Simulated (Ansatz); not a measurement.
## Mg2PbN2: energy above lowest point as volume scale varies

Free energy against uniform scaling of the volume at fixed shape and fractions; periodic cell, basis, potentials, k mesh and filling as listed. The results are calculated, by Ansatz 0.2.0.

The cell before it is scaled or strained (space group P-3m1, No. 164):
```
CELL_PARAMETERS angstrom
3.62690 0.00000 0.00000
-1.81340 3.14100 0.00000
0.00000 0.00000 6.56590
ATOMIC_POSITIONS crystal
Mg 0.66667 0.33333 0.13878
Mg 0.33333 0.66667 0.86122
Pb 0.00000 0.00000 0.50000
N 0.66667 0.33333 0.79746
N 0.33333 0.66667 0.20255
```

Settings of every row: functional LDA; dispersion none; potentials PAW; wave cutoff 435.38 eV; density cutoff 1741.5 eV; k mesh 6x6x4; k shift 0x0x0; occupations fermi dirac; smearing width 0.05 eV; spin none.

Limits: coarse k mesh, up to 40 meV an atom off; no spin-orbit coupling, which can matter with elements this heavy; the cell comes from a prototype or a list of computed structures and needn't be the stable phase.

| row | volume scale | V (Å³/atom) | energy above lowest point (meV/atom) |
| --- | --- | --- | --- |
| 1 | 0.88 | 13.165 | 17 |
| 2 | 0.92 | 13.763 | 0 |
| 3 | 0.96 | 14.361 | ? |
| 4 | 1 | 14.96 | 20.2 |
| 5 | 1.04 | 15.558 | 50.5 |
| 6 | 1.08 | 16.157 | 90.7 |
| 7 | 1.12 | 16.755 | 138.7 |

Question: what energy above lowest point should row 3 give?

Worked fit of energy above lowest point. Take u = (V_r/V)^(2/3) − 1 with V_r = 15.259 Å³ an atom, which is twice the finite (Eulerian) strain; such expansions in the strain, on which the Birch-Murnaghan equation of state is built, carry the rest volume and the bulk modulus. The shown rows have u = 0.10341, 0.07121, 0.01328, -0.01285, -0.03741, -0.06045. Least squares give energy above lowest point = 33.98 − 1161.5 × u + 9518.8 × u² + 1217 × u³ meV/atom; a parabola predicts inner rows, each left out in turn, worse (root mean square 0.21 against 0.07 meV/atom). All shown rows lie on it to the printed digit. Its lowest point lies at u = 0.0603, or V = 13.98 Å³ an atom, and the curvature there gives the bulk modulus at fixed shape and fractions, B = (4/9)(1 + u)² E″(u)/V = 112 GPa. Letting shape and atoms relax would as a rule lower it, by much in layered, chain or molecular crystals. The withheld row has u = 0.04126, so the fit gives 33.98 − 1161.5 × (0.04126) + 9518.8 × (0.04126)² + 1217 × (0.04126)³ = 2.3 meV/atom.

The calculation gave 2.3 meV/atom. The fit meets it to the printed digit.
